The s-channel error of this silicon pseudopotential grows from $-0.0129$ rad at 1.800 Ry to $-0.2957$ rad at 3.720 Ry, and each step multiplies it by more than the one before, by 1.78 at first and by 2.9 at the end. Does it run on towards a jump of $\pi$, the mark of a false or missing level, or does something stop it? The two highest energies of the curve are withheld, and the known rows have to decide.

ld1.x 7.5, scalar-relativistic PBE: norm-conserving RRKJ pseudopotential of Si (3s2 3p2) in separable form, s channel local, nonlinear core correction. Channel radii are s 1.72, p 2.15, d 1.8 bohr; reference energies s -0.7947, p -0.3, d 0.25 Ry. Phase is unwrapped arctan(r u'/u) at r = 2.351 bohr; error is pseudo minus all-electron, multiples of π matched at the reference energy.

| energy (Ry) | phase s all-electron (rad) | phase s error (rad) | phase p all-electron (rad) | phase p error (rad) | phase d all-electron (rad) | phase d error (rad) |
| --- | --- | --- | --- | --- | --- | --- |
| -3.000 | 1.2368 | -0.0008 | 1.2837 | -0.0011 | 1.3302 | 0.0001 |
| -2.520 | 1.1719 | -0.0012 | 1.2463 | -0.0013 | 1.3097 | 0.0001 |
| -2.040 | 1.0544 | -0.0015 | 1.1908 | -0.0015 | 1.2831 | 0.0001 |
| -1.560 | 0.7803 | -0.0021 | 1.0985 | -0.0016 | 1.2469 | 0.0002 |
| -1.080 | -0.0650 | -0.0011 | 0.9145 | -0.0016 | 1.1942 | 0.0002 |
| -0.600 | -1.0408 | -0.0002 | 0.4293 | -0.0009 | 1.1091 | 0.0001 |
| -0.120 | -1.3715 | -0.0015 | -0.6154 | -0.0004 | 0.9469 | 0.0001 |
| 0.360 | -1.5109 | -0.0029 | -1.1978 | -0.0026 | 0.5465 | 0.0000 |
| 0.840 | -1.5926 | -0.0047 | -1.4144 | -0.0042 | -0.4302 | 0.0023 |
| 1.320 | -1.6531 | -0.0077 | -1.5245 | -0.0061 | -1.1320 | 0.0038 |
| 1.800 | -1.7071 | -0.0129 | -1.5968 | -0.0087 | -1.3922 | 0.0047 |
| 2.280 | -1.7642 | -0.0229 | -1.6545 | -0.0128 | -1.5208 | 0.0062 |
| 2.760 | -1.8350 | -0.0447 | -1.7094 | -0.0199 | -1.6058 | 0.0090 |
| 3.240 | -1.9385 | -0.1019 | -1.7709 | -0.0336 | -1.6775 | 0.0141 |
| 3.720 | -2.1228 | -0.2957 | -1.8524 | -0.0642 | -1.7535 | 0.0243 |
| 4.200 | ? | ? | ? | ? | ? | ? |
| 4.680 | ? | ? | ? | ? | ? | ? |

Every row is the same spherical 3s² 3p² atom in scalar-relativistic PBE, probed at a trial energy $E$. The triplet ground state of the real atom and spin-orbit splitting play no part. For angular momentum $l$ the radial function $u = rR(r)$ is integrated outward to the test radius $r = 2.351$ bohr, and the phase is $\theta = \arctan(r u'/u)$, continued smoothly through its branches. The error is the pseudo phase minus the all-electron one. The test radius lies outside all three channel radii, so both atoms have the same potential from there outward, and equal phases mean equal scattering.

In Rydberg units $-u'' + [V + l(l+1)/r^2]\,u = E u$. Differentiating with respect to $E$, multiplying by $u$ and integrating from the origin gives

$$\frac{d}{dE}\frac{u'}{u} = -\frac{1}{u(r)^2}\int_0^r u^2\,dr' ,$$

up to small scalar-relativistic corrections. The right side is negative, so the phase can only fall, as it does in all three columns. The same identity is the reason for norm conservation: a pseudo wave that matches $u$ outside the core and holds the same charge inside has the right phase and the right slope at its reference energy $E_\mathrm{ref}$, so its error starts as $(E-E_\mathrm{ref})^2$ and, near $E_\mathrm{ref}$, keeps one sign on both sides. In the known rows s and p are negative throughout and d is never negative. Close to the reference this is built into the construction and tests nothing; far from it higher orders could reverse the sign, and in these rows they do not. The d errors below 0.4 Ry are at most two units of the last digit and carry no shape worth reading.

The fall comes in steps, and a particle in a flat-bottomed spherical well shows why. There $u = \sin kr$ and $r u'/u = kr\cot kr$. The argument $kr$ advances smoothly, but the prefactor $kr$ is large, so $|ru'/u|$ is large nearly everywhere. The phase therefore lingers near $-\pi/2$, where $u$ has a node at $r$, and rushes through $0$ or $-\pi$, where $u' = 0$. The analogy supplies the shape of the staircase and no more. The atom's potential is deep inside and shallow at the test radius, so the wave number at $r$ and the phase gathered inside have to be treated separately, and below the barrier, where the wave does not oscillate, the picture fails.

Above the barrier the separation goes as follows. Write $r u'/u = K\cot F$, with $K^2 = r^2(E - V) - l(l+1)$ and $V$ the potential at the test radius, and count the inner phase $F$ from the node. With $\psi = -\theta - \pi/2$ this reads $\tan F = K\tan\psi$. The change of variable is exact for any $K$, and a good $K$ only makes $F$ smooth in energy. A rough estimate, $V \approx -1$ Ry, is used here. The inner error is $D = F_\mathrm{pseudo} - F_\mathrm{all\text{-}electron}$, and a small $D$ shows up in the table as $-gD$ with the gain

$$g = \frac{d\psi}{dF} = \frac{K}{K^2\cos^2F + \sin^2F}.$$

The gain is $1/K$ on a plateau and $K$ in mid-step, at $F = \pi/2$, and its peak is only about $1/K$ wide on either side. For $K$ near 5 the same inner error can look 25 times larger in one place than in another.

The s row at 3.720 Ry, which is part of the fits below, shows the conversion. Here $K = 2.351\sqrt{4.72} = 5.108$. The all-electron phase gives $\psi = 2.1228 - 1.5708 = 0.5520$, $\tan F = 5.108 \times 0.6159 = 3.146$ and $F = 1.263$. The pseudo phase gives $\psi = 0.5520 + 0.2957 = 0.8477$, $\tan F = 5.108 \times 1.133 = 5.79$ and $F = 1.400$. The inner error is $D = 0.137$ rad, less than half of the visible one.

Converted in this way, the six known rows above 1 Ry, where all channels are well over the barrier, lose their drama. The ratio $D/(E-E_\mathrm{ref})^2$ drifts from 0.0057 to 0.0067 rad/Ry² for s, from 0.0075 to 0.0061 for p and from $-0.0042$ to $-0.0058$ for d. A straight-line fit of $\ln|D|$ against $\ln(E-E_\mathrm{ref})$ over these rows gives effective powers of 2.22, 1.78 and 2.28. That the quadratic law stays this good 4 Ry from the reference is shown by the numbers and not promised by theory, which fixes only the onset. Neither the sign of $D$ nor the closeness of the three coefficients follows from the argument.

The share of the gain differs by channel. Between 1.320 and 3.720 Ry the visible s error grows 38-fold while $D$ grows 5.4-fold, so amplification supplies the larger factor. For p the figures are 11 and 5.0, and the inner error does most of the work. For d the visible error grows only 6-fold against 14.6 for $D$, because at 1.320 Ry the d phase is still leaving its first step and the gain drops from 0.79 to 0.36. The hump of the s error at $-1.560$ Ry, $-0.0021$ rad, and the flatter one of p plausibly have the same origin, a growing distance from the reference multiplied by a slope that dies away at low energy, but these rows lie at or below the barrier, outside the model. That s is the local channel need not be invoked. Its reference lies lowest and, lacking a centrifugal term, it reaches its second step first. At similar phase p is no better: $-0.0642$ at $\theta = -1.8524$ against $-0.0447$ for s at $-1.8350$.

For the extrapolation, the WKB picture suggests $F = a + b\sqrt{E - c}$, and the inner error is taken as $D = A x^2 + B x^3$ with $x = E - E_\mathrm{ref}$. Both are fitted by least squares to the six rows. For s this gives $b = 2.320$, $c = -5.67$ Ry, $A = 0.00465$ and $B = 0.00045$. The constants $a$, $b$, $c$ trade against each other and have no separate meaning. The fitted phases follow the six rows to 0.0002 rad for s and 0.0011 rad for d, with three constants each, against a rounding of 0.00005 rad.

At 4.200 Ry the s inner phase advances by $2.320\,(\sqrt{9.87} - \sqrt{9.39}) = 0.1794$ to $F = 1.4424$, and $K = 2.351\sqrt{5.2} = 5.361$. Then $\tan\psi = \tan F/K$ gives $\psi = 0.965$ and $\theta = -2.536$. With $x = 4.995$, $D = 0.116 + 0.056 = 0.172$, so the pseudo wave stands at $F = 1.614$, just past $\pi/2$, where the same relation gives $\psi = 1.80$. The predicted error is $0.965 - 1.80 \approx -0.84$ rad. The linear rule $-gD$ is no longer adequate, since $D$ is comparable with the half-width of the peak of the gain, and the visible error is the gain integrated from $F$ to $F + D$. At 4.200 Ry that interval, 1.44 to 1.61, contains the peak at 1.571. The same steps at 4.680 Ry give 1.62 to 1.83, wholly beyond it. The s error should therefore level off or shrink although $D$ keeps growing. The p and d channels are still climbing towards their peaks, and their errors should keep accelerating.

The forecast is that no error jumps by $\pi$ and that every sign is kept. The least-squares values are listed below. Their bars add the spread from varying $V$ by 0.3 Ry and exchanging the cubic for the power law to the propagated miss of a back-test, in which the four rows up to 2.760 Ry had to predict 3.240 and 3.720 Ry. All values are in rad, for 4.200 and then 4.680 Ry.

- s phase: $-2.536 \pm 0.015$, then $-3.397 \pm 0.055$, past $-\pi$
- s error: $-0.839 \pm 0.044$, then $-0.725 \pm 0.042$
- p phase: $-1.979 \pm 0.005$, then $-2.231 \pm 0.032$
- p error: $-0.148 \pm 0.011$, then $-0.437 \pm 0.084$
- d phase: $-1.852 \pm 0.011$, then $-2.023 \pm 0.048$
- d error: $+0.048 \pm 0.005$, then $+0.113 \pm 0.026$

The bars assume smoothness. The separable projectors of p and d could add a level that no smooth fit foresees, and the ghost test of the run covers bound levels only. A simpler guess, that each visible error keeps its last growth ratio, gives $-0.858$ and then $-2.490$ for s. At 4.200 Ry this lies inside the bar of the model, so for s only the last row can tell the two apart.

The withheld rows as computed:

| energy (Ry) | phase s all-electron (rad) | phase s error (rad) | phase p all-electron (rad) | phase p error (rad) | phase d all-electron (rad) | phase d error (rad) |
| --- | --- | --- | --- | --- | --- | --- |
| 4.200 | -2.5372 | -0.8368 | -1.9831 | -0.1486 | -1.8559 | 0.0476 |
| 4.680 | -3.3992 | -0.7202 | -2.2502 | -0.4423 | -2.0382 | 0.1129 |

All twelve values fall inside the bars, with no jump of $\pi$ and no change of sign. The s error reaches $-0.8368$ and falls back to $-0.7202$, where constant growth would have been more than three times too large. For p and d constant growth errs the other way, giving $-0.234$ and $+0.072$ at 4.680 Ry against the computed $-0.4423$ and $+0.1129$. One mechanism accounts for both failures, since s has passed its peak of gain and p and d are approaching theirs. The six predicted errors miss the computed ones by at most 0.006 rad, much less than their bars. Part of this is the generosity of bars that add worst cases, and two steps of extrapolation on one curve do not establish such accuracy in general.

The real misses are in the all-electron phases, and they are one-sided: every prediction is too shallow. For s the shortfall is 0.001 and 0.002 rad. For p it is 0.004 rad at 4.200 Ry, nearly the whole bar of 0.005, and 0.019 rad at 4.680 Ry; for d it is 0.004 and 0.015 rad. Dividing the last misses by the gains there gives the miss in the inner phase, $0.019/2.25 = 0.008$ for p and $0.015/1.18 = 0.013$ for d, almost the two-step misses of the back-test, 0.0083 and 0.0136. The square-root form thus has a persistent bias that grows with $l$. A likely reason, not isolated by these numbers, is that the lowest fitted rows lie nearer the centrifugal barrier, where $F$ bends more sharply, and a single square root carries too much of that bend to high energy.

The revealed rows continue the inner error without a break: $D/(E-E_\mathrm{ref})^2$ at 4.680 Ry is 0.0071, 0.0055 and $-0.0060$. Dividing $D$ by $dF/dE$ turns it into an energy. The s pseudo curve runs ahead of the all-electron one by 0.36 Ry at 3.720 Ry and 0.59 Ry at 4.680 Ry, p by 0.35 Ry at the last row, and d lags by 0.24 Ry. The shrinking s error is therefore no recovery. The potential is worse at 4.680 than at 4.200 Ry, and the arctangent hides it. The true maximum lies between the rows. An interval of width $D$ centred on the peak yields $2\arctan[K\tan(D/2)]$, about 0.9 rad for $K \approx 5.4$ and $D \approx 0.18$, near 4.3 Ry by the model. A shifted step gives such a bump, which dies away on the next plateau, whereas a ghost leaves a lasting offset of $\pi$. No such offset appears in any row, although a narrow level of the all-electron or pseudo atom can slip through a grid of 0.48 Ry.

The same reasoning tells what neighbouring curves would do. A larger test radius raises $K$ and packs the steps closer in energy, so this very potential would show its error bumps at lower energies and with other heights, since $D$ is smaller there. Errors in radians are comparable only at the same radius and the same place on the staircase. Larger channel radii leave more of the atom to be imitated and should raise the coefficient of $x^2$, while a second reference energy per channel would pin $D$ to zero twice and flatten it between. In carbon, one row up, the 2p wave has no core node to remove, and its pseudo wave can stay close to the true one if the radius is small, at the price of a high plane-wave cutoff. In a 3d metal the d wave is held inside the centrifugal barrier, the phase falls steeply within a narrow range around the d level, $F$ itself bends sharply there, and an extrapolation across that level would be expected to fail where it matters most. For silicon the errors stay within 0.013 rad from $-3.000$ to 1.800 Ry, which spans the 3s and 3p levels with room to spare. That bounds the scattering error of the fixed reference atom on this energy grid; a solid also changes the charge and the screening, and its error does not follow from this curve alone.
